## Projecting the canonical partition function out of the grand one

### The projection

Let $Q_N(V,T)$ be the canonical partition function of $N$ identical particles, with $Q_0=1$, and let $z=e^{\mu/k_BT}$ be the absolute activity. The grand partition function $\Xi(z)=\sum_N Q_N z^N$ is a power series, so Cauchy's formula on a circle $z=re^{i\phi}$ inside its radius of convergence returns any coefficient:

$$Q_N=\frac{1}{2\pi i}\oint\frac{\Xi(z)}{z^{N+1}}\,dz=\frac{r^{-N}}{2\pi}\int_{-\pi}^{\pi}\Xi(re^{i\phi})\,e^{-iN\phi}\,d\phi .$$

Dividing by $\Xi(r)r^{-N}$ gives $Q_Nr^N/\Xi(r)=P_r(N)$, the grand canonical probability of finding exactly $N$ particles.

**Discrete form.** Take $K$ equally spaced points and $\omega=e^{2\pi i/K}$. Since $K^{-1}\sum_{k=0}^{K-1}\omega^{k(N'-N)}$ is 1 when $K$ divides $N'-N$ and 0 otherwise,

$$S_K\equiv\frac1K\sum_{k=0}^{K-1}\Xi(r\omega^k)\,(r\omega^k)^{-N}=\sum_{m}Q_{N+mK}\,r^{mK},$$

with $m$ over all integers for which $N+mK\ge0$. Terms with $m\neq0$ are aliases. If $N$ cannot exceed $N_{\max}$, they vanish for $K>\max(N,N_{\max}-N)$, and $K>N_{\max}$ makes $S_K=Q_N$ for every $N$ at any $r$. If $N$ is unbounded, no finite $K$ is exact.

**Saddle point.** Define the cumulants $\kappa_n(r)=(r\,\partial_r)^n\ln\Xi(r)$, so that $\kappa_1=\langle N\rangle$ and $\kappa_2$ is the variance. Near $\phi=0$, $\ln\Xi(re^{i\phi})=\ln\Xi(r)+\sum_{n\ge1}\kappa_n(i\phi)^n/n!$. Choose $r=z_*$ with $\kappa_1(z_*)=N$. Because $r\,\partial_r\kappa_1=\kappa_2>0$, the root is unique, and it exists for $0<N<N_{\max}$ in the models below. The linear term cancels:

$$Q_N=\frac{\Xi\,z_*^{-N}}{2\pi}\int d\phi\;e^{-\kappa_2\phi^2/2}\exp\!\Big[-\frac{i\kappa_3\phi^3}{6}+\frac{\kappa_4\phi^4}{24}+\dots\Big].$$

All $Q_N\ge0$, so $|\Xi|$ on the circle is largest at $\phi=0$, and only there if consecutive $N$ occur. Extend the limits to infinity and expand the second exponential. Odd powers average to zero, and $\langle\phi^4\rangle=3/\kappa_2^2$, $\langle\phi^6\rangle=15/\kappa_2^3$. The quartic term gives $\kappa_4/(8\kappa_2^2)$. Half the square of the cubic term, $-\kappa_3^2\phi^6/72$, gives $-5\kappa_3^2/(24\kappa_2^3)$. Hence

$$Q_N\simeq\frac{\Xi(z_*)\,z_*^{-N}}{\sqrt{2\pi\kappa_2}}\,(1+c_1),\qquad c_1=\frac{\kappa_4}{8\kappa_2^2}-\frac{5\kappa_3^2}{24\kappa_2^3}.$$

In a single phase every $\kappa_n$ is proportional to $V$, so $c_1=O(V^{-1})$ and the next correction is $O(V^{-2})$. The series is asymptotic.

### Smallest model: four cells

Let a gas occupy $M$ cells, each empty or holding one molecule with partition function $q$, without interaction between cells. With $x=zq$,

$$\Xi=(1+x)^M,\qquad Q_N=\binom MN q^N .$$

Take $M=4$ and quote $Q_N$ in units of $q^N$: $\Xi=1+4x+6x^2+4x^3+x^4$.

**Fourier sums on $|x|=1$.** For $N=2$ the condition is $K>2$. With $K=3$, $1+\omega=e^{i\pi/3}$, so $(1+\omega)^4\omega^{-2}=e^{4\pi i/3}e^{-4\pi i/3}=1$, and the conjugate point also gives 1. Thus $S_3=(16+1+1)/3=6$, which is exact. With $K=2$, $S_2=(16+0)/2=8=Q_0+Q_2+Q_4$, the aliased sum. For $N=1$ the condition is $K>3$: three points on a circle of radius $r$ give $4+r^3$, and four give 4. Five points serve for all $N$.

**Saddle point.** With the filling $\theta=x/(1+x)$, $x\,\partial_x\theta=\theta(1-\theta)\equiv s$, and repeated differentiation of $\kappa_1=M\theta$ gives

$$\kappa_2=Ms,\qquad\kappa_3=Ms(1-2\theta),\qquad\kappa_4=Ms(1-6s).$$

Using $(1-2\theta)^2=1-4s$ and $\theta=N/M$,

$$c_1=\frac{3(1-6s)-5(1-4s)}{24Ms}=-\frac{1-s}{12Ms}=-\frac1{12}\Big[\frac1N+\frac1{M-N}-\frac1M\Big].$$

For $N=2$ the integrand is real, $(1+e^{i\phi})^4e^{-2i\phi}=16\cos^4(\phi/2)=16\exp(-\phi^2/2-\phi^4/48-\dots)$, which displays $\kappa_2=1$, $\kappa_3=0$ and $\kappa_4=-1/2$. For $N=1$ both terms contribute, $c_1=-1/48-5/72$.

| $N$ | $x_*$ | $\Xi x_*^{-N}$ | $\kappa_2,\kappa_3,\kappa_4$ | $c_1$ | Gaussian | with $c_1$ | exact |
|---|---|---|---|---|---|---|---|
| 2 | 1 | 16 | $1,\ 0,\ -1/2$ | $-1/16$ | 6.3831 | 5.9841 | 6 |
| 1 | 1/3 | 256/27 | $3/4,\ 3/8,\ -3/32$ | $-13/144$ | 4.3677 | 3.9734 | 4 |

The relative error against the exact values falls from 6.4 % to $-0.26$ % for $N=2$ and from 9.2 % to $-0.66$ % for $N=1$, although $\kappa_2\le1$.

### The ideal gas and the Stirling series

Let $M\to\infty$ at fixed $Q_1=Mq$. Then $(1+zQ_1/M)^M\to e^{zQ_1}$ and $\binom MNq^N\to Q_1^N/N!$, the classical ideal gas. Since $\ln\Xi=zQ_1$ is reproduced by $z\,\partial_z$, all cumulants are equal (Poisson statistics), and at the saddle $z_*=N/Q_1$, $\kappa_n=N$. The general formula gives

$$c_1=\frac1{8N}-\frac5{24N}=-\frac1{12N},$$

which is also the $M\to\infty$ limit of the cell result. The factor $Q_1^N$ cancels between $Q_N=Q_1^N/N!$ and $\Xi z_*^{-N}=e^N(Q_1/N)^N$, leaving

$$\frac1{N!}=\frac{e^NN^{-N}}{\sqrt{2\pi N}}\,\rho_N,\qquad\rho_N=1-\frac1{12N}+\frac{1}{288N^2}+\dots$$

The last term is the next order of the same expansion. The products $\kappa_6$, $\kappa_4^2$, $\kappa_3\kappa_5$, $\kappa_3^2\kappa_4$ and $\kappa_3^4$, averaged with $\langle\phi^{2j}\rangle=(2j-1)!!/\kappa_2^{\,j}$, contribute

$$\Big(-\frac1{48}+\frac{35}{384}+\frac7{48}-\frac{35}{64}+\frac{385}{1152}\Big)\frac1{N^2}=\frac1{288N^2}.$$

Taking the logarithm, the $N^{-2}$ terms cancel and Stirling's series appears:

$$\ln N!=N\ln N-N+\tfrac12\ln(2\pi N)+\frac1{12N}+O(N^{-3}).$$

| $N$ | exact $\rho_N$ | $1-1/12N$ | remainder | $1/288N^2$ |
|---|---|---|---|---|
| 1 | 0.922137 | 0.916667 | $5.5\times10^{-3}$ | $3.5\times10^{-3}$ |
| 2 | 0.959502 | 0.958333 | $1.2\times10^{-3}$ | $8.7\times10^{-4}$ |
| 5 | 0.983493 | 0.983333 | $1.6\times10^{-4}$ | $1.4\times10^{-4}$ |
| 10 | 0.991704 | 0.991667 | $3.7\times10^{-5}$ | $3.5\times10^{-5}$ |

The Fourier sum is now aliased. For $K>N$ on the circle $r=z_*$,

$$\frac{S_K}{Q_N}-1=\sum_{m\ge1}\frac{N^{mK}N!}{(N+mK)!},$$

which for $N=10$ is $7.1\times10^{-3}$, $9.0\times10^{-5}$ and $1.2\times10^{-8}$ at $K=11$, 16 and 24. A smaller circle suppresses these aliases as $r^K$ but costs cancellation. The largest summand exceeds $Q_N$ by the factor $1/P_r(N)$, and $\Xi(r)r^{-N}$ has its minimum on the real axis at $z_*$, where the factor is 7.99.

### Numbers for N$_2$

Consider ten N$_2$ molecules in a cubic cavity with inert hard walls at $T=300$ K ($k_BT=25.85$ meV). The saddle condition is met by a reservoir at pressure $p=Nk_BT/V$. For $p=1$ bar, $V=414.2$ nm$^3$ and the edge is $L=7.45$ nm. Assumed inputs are the molecular mass 28.013 u, a typical rotational temperature $\Theta_r=2.88$ K, symmetry number 2, and frozen vibration. Nuclear-spin degeneracy is omitted and energies are counted from the lowest level of the molecule. Then $\Lambda=h/\sqrt{2\pi mk_BT}=19.04$ pm and $N\Lambda^3/V=1.7\times10^{-7}$, so exchange effects are negligible. With $q_{\rm rot}=T/2\Theta_r=52.1$,

$$Q_1=\frac{V}{\Lambda^3}\,q_{\rm rot}=3.1\times10^9,\qquad z_*=3.2\times10^{-9},\qquad\mu_*=k_BT\ln z_*=-0.506\ \text{eV}$$

in this model. With $\Omega=-k_BT\ln\Xi$, the Helmholtz energy $A=-k_BT\ln Q_N$ is

$$A=\Omega+N\mu_*+\tfrac12k_BT\ln(2\pi\kappa_2)-k_BT\ln(1+c_1+\dots).$$

The first two terms are the Legendre transform of the thermodynamic limit. The third is 53.5 meV and the fourth 0.22 meV for the whole ten-molecule system.

**Neglected terms.** In $\ln Q_{10}$ the $1/12N$ term has size $8.3\times10^{-3}$, and three omissions compete with it.

1. Level quantisation in the box. Each direction gives $\sum_{n\ge1}e^{-\pi n^2\Lambda^2/4L^2}\simeq L/\Lambda-\tfrac12$, which shifts $\ln Q_{10}$ by $-3N\Lambda/2L=-0.038$.
2. Discrete rotation. The sum $\tfrac12\sum_J(2J+1)e^{-J(J+1)\Theta_r/T}$ exceeds $T/2\Theta_r$ by the fraction $\Theta_r/3T$, a shift of $+0.032$.
3. Interactions. With the second virial coefficient $B$ per molecule, $\ln\Xi=zQ_1-B(zQ_1)^2/V$ through second order in $z$. The coefficient of $z^N$ gains $-(B/V)\,Q_1^N/(N-2)!$ at first order in $B$, a shift of $-N(N-1)B/V$. A typical $N_AB\approx-4$ cm$^3$ mol$^{-1}$ at 300 K gives $+1.4\times10^{-3}$.

The first two exceed the Stirling term but only rescale $Q_1$. They cancel from $Q_Nz_*^N/\Xi$ and leave $\rho_N$ untouched. The third enters both $Q_N$ and $\Xi$, and it alters the cumulants by relative amounts of order $NB/V=-1.6\times10^{-4}$. Attraction to real walls is outside the model. At low coverage it again changes only $Q_1$, while saturating adsorption sites bring back the binomial cumulants of the cell model. The terms 53.5 meV and 0.22 meV are therefore well-defined differences between the ensembles for the ideal gas, whereas the absolute $A$ of the model is not fixed to a fraction of a meV.